**Q:** I have a cadmium sulphide crystal in the wurtzite form, and I squeeze it equally from all sides. What happens to its band gap?

**A:** Start with what is known. In the table below, "volume" is the volume per atom, c/a is the ratio of the two cell edges, and "shortest distance" is the Cd–S bond length. The band gap is the energy from the highest filled to the lowest empty state. The least direct gap is the same quantity with both states at the same crystal momentum, the case in which light is absorbed without help from lattice vibrations.

Wurtzite CdS at several hydrostatically strained volumes, with atomic positions relaxed, computed with Ansatz 0.2.0 using DFT with the r2SCAN functional, PAW potentials and no spin–orbit coupling. The plane-wave cutoff is 500 eV and the k mesh 12×12×4; each gap is the smallest found over the mesh and the points Γ, M, K, A, L and H.

| volume (Å³/atom) | c/a | shortest distance (Å) | band gap (eV) | least direct gap (eV) |
| --- | --- | --- | --- | --- |
| 21.197 | 1.6246 | 2.396 | ? | ? |
| 22.478 | 1.6247 | 2.443 | ? | ? |
| 23.188 | 1.6246 | 2.468 | ? | ? |
| 23.781 | 1.6247 | 2.489 | 1.792 | 1.792 |
| 23.913 | 1.6247 | 2.494 | 1.779 | 1.779 |
| 24.652 | 1.6246 | 2.519 | 1.706 | 1.706 |
| 25.407 | 1.6246 | 2.545 | 1.632 | 1.632 |
| 25.790 | 1.6246 | 2.557 | 1.595 | 1.595 |
| 26.177 | 1.6247 | 2.570 | 1.558 | 1.558 |
| 26.962 | 1.6246 | 2.595 | 1.483 | 1.483 |
| 27.763 | 1.6247 | 2.621 | 1.408 | 1.408 |
| 28.579 | 1.6247 | 2.646 | 1.334 | 1.334 |

In the known rows the gap grows as the crystal shrinks. The row at 25.407 Å³/atom is practically free of stress and has a gap of 1.632 eV. Near that volume, each per cent of volume lost adds about 25 meV.

**Q:** Could the change come from a distorted cell rather than from shorter bonds?

**A:** The cell keeps its shape. The ratio c/a stays at 1.625, and the bond length follows the cube root of the volume to within 0.04 % over all twelve rows. The three rows with question marks therefore hold the same tetrahedra, only smaller. We are looking at the effect of size alone, with all distances shrinking together.

**Q:** Why should shorter bonds open the gap?

**A:** Look at the states on either side of it. The lowest empty state is mainly an antibonding combination of cadmium s and sulphur s orbitals. When the atoms approach, these orbitals overlap more, and the antibonding combination is pushed up. The top of the filled states is mostly sulphur p. Its bonding with cadmium p orbitals also gets stronger and holds it down, so the two edges move apart.

This is the standard picture for such semiconductors; the gaps alone do not reveal the orbitals. It does tell you what to ask of a related material: is the lowest empty state an s-like antibonding one at the centre of the Brillouin zone? In all the known rows here, both edges lie at that point.

**Q:** Then I can take my 25 meV per per cent and continue the line?

**A:** For a small strain, yes. For a large one, you must say per cent of what. If you always count from the stress-free volume, the compressed known rows lie almost on a straight line. The usual measure counts from the current volume instead, and the change of gap per such relative change is called the deformation potential. It is −2.56 eV between the two most expanded rows, but only −2.40 eV between 24.652 and 23.913 Å³/atom. Compression still opens the gap, but each further per cent of the current volume brings less.

**Q:** What holds it back?

**A:** If only the couplings between s and p orbitals grew, each further per cent should bring more, not less. Something seems to work against them, and a good candidate is the filled 4d shell of cadmium. It lies below the top of the sulphur p states and mixes with them, and two levels that mix repel each other. The upper one, which is the valence top, is pushed up towards the empty states, and that closes the gap. The coupling involves compact d orbitals, so it grows steeply as the bond shortens.

In this picture there are two opposing effects. The stronger one opens the gap, while the weaker one closes it and gains ground under pressure. The bend is in the numbers, whereas its assignment to the d shell is an argument from theory. Mixing with higher empty bands could bend the curve as well.

**Q:** Can you turn that into a number?

**A:** Let s be the bond length divided by its value in the stress-free row. A common rule says that couplings between s and p orbitals vary as 1/s², and I let the opening of the gap follow them. The coupling between d and p orbitals varies as 1/s^3.5. The repulsion between two well-separated levels goes as the square of their coupling, hence as 1/s⁷ if their separation is taken as fixed. This gives

gap = −4.027 + 6.439/s² − 0.7808/s⁷ (in eV).

The three constants come from a least-squares fit to the nine known rows. The two powers can partly stand in for each other, so neither coefficient measures the strength of one effect. What counts is their sum.

**Q:** Show me how it works for the smallest cell.

**A:** That row, at 21.197 Å³/atom, was not part of the fit. Its volume is 0.8343 of the stress-free one, and the cube root gives s = 0.9414. Then 1/s² has risen from 1 to 1.1284, and 1/s⁷ from 1 to 1.5261.

The first term adds 6.439 × 0.1284 = 0.827 eV, and the second takes away 0.7808 × 0.5261 = 0.411 eV. The net gain is 0.416 eV. Added to the 1.632 eV of the stress-free row, it gives 2.048 eV. A constant deformation potential of −2.466 eV, the value around zero stress, would give 2.079 eV. Your straight line, at 24.66 meV for each per cent of the stress-free volume, would give 2.041 eV.

**Q:** How far do you trust this outside the rows you fitted?

**A:** I tried the same kind of step where the answer is known. A fit to only the stress-free row and the five expanded ones forecasts the three compressed known rows to better than 1 meV. That is encouraging, but the step to the smallest cell is longer.

The choice of formula matters too. A quadratic in the logarithm of the volume also describes the known rows well, yet it gives 2.058 eV for the smallest cell. I therefore let the ranges widen with distance from the known rows. They are judgements, not statistical intervals:

- at 23.188 Å³/atom: 1.851 ± 0.006 eV
- at 22.478 Å³/atom: 1.922 ± 0.010 eV
- at 21.197 Å³/atom: 2.048 ± 0.025 eV

I also expect the gap to stay direct. If another state took over one of the edges, the formula would no longer apply.

**Q:** And what did the calculation give?

The withheld rows as computed:

| volume (Å³/atom) | c/a | shortest distance (Å) | band gap (eV) | least direct gap (eV) |
| --- | --- | --- | --- | --- |
| 21.197 | 1.6246 | 2.396 | 2.047 | 2.047 |
| 22.478 | 1.6247 | 2.443 | 1.921 | 1.921 |
| 23.188 | 1.6246 | 2.468 | 1.851 | 1.851 |

**A:** All three gaps fall inside their ranges. The forecast for the smallest cell is too high by about 1 meV, and the other two are closer still. My ranges were much wider than the misses. The gap also stayed direct, since both gap columns agree, and the smallest cell lies below the 2.079 eV that a constant deformation potential would give. Your straight line misses it by only 6 meV, because the slope per unit of volume happens to change little on the compressed side.

The forecast worked because the gap continued along the same smooth curve, as it should if the same two states still form its edges. Had a different state become the lowest empty one, the gap would have dropped below that curve.

**Q:** Does this prove that the d shell is responsible?

**A:** No, but it does tell us something about the bend. The quadratic formula lets the deformation potential weaken at a steady rate with the logarithm of the volume, and it ends 11 meV too high for the smallest cell. The formula with a steeply growing closing term does better. This fits an opposing effect that gains strength ever faster under compression, though other smooth formulas can match the same curve.

Repulsion by the d shell would grow in this way, but so might another effect. A first test would be to follow the d character of the valence top as the bonds shorten. If it hardly grew, the d shell would be an unlikely cause.

**Q:** Can I use these gaps to predict the colour of my crystal?

**A:** Not directly. The measured gap of CdS is roughly 2.4 to 2.5 eV at room temperature, far above the calculated 1.632 eV at zero stress. This functional, r2SCAN, makes the gap too small. Spin–orbit coupling and lattice vibrations are left out, but both would narrow the calculated gap further, so they do not explain the shortfall.

The table is better used for the direction and rough size of a shift: compression moves the absorption edge towards the blue. For precise work, start from a measured gap and check the slope against a measurement as well, since the functional may also affect the slope.

**Q:** Could I reach the smallest cell in a press?

**A:** Hardly as wurtzite. Real CdS changes to the rocksalt structure at roughly 3 GPa, and the known row at 23.781 Å³/atom already needs 4.6 GPa in the calculation. The three forecast rows are compressed further still. They show what the wurtzite bonds would do if the crystal kept its structure, and a press would normally end that experiment earlier.

Within the stable range your simple rule serves well: about 25 meV for each per cent of volume. If you carry it further, count the per cents from the stress-free volume. Counted from the current volume, each one brings less than the one before.
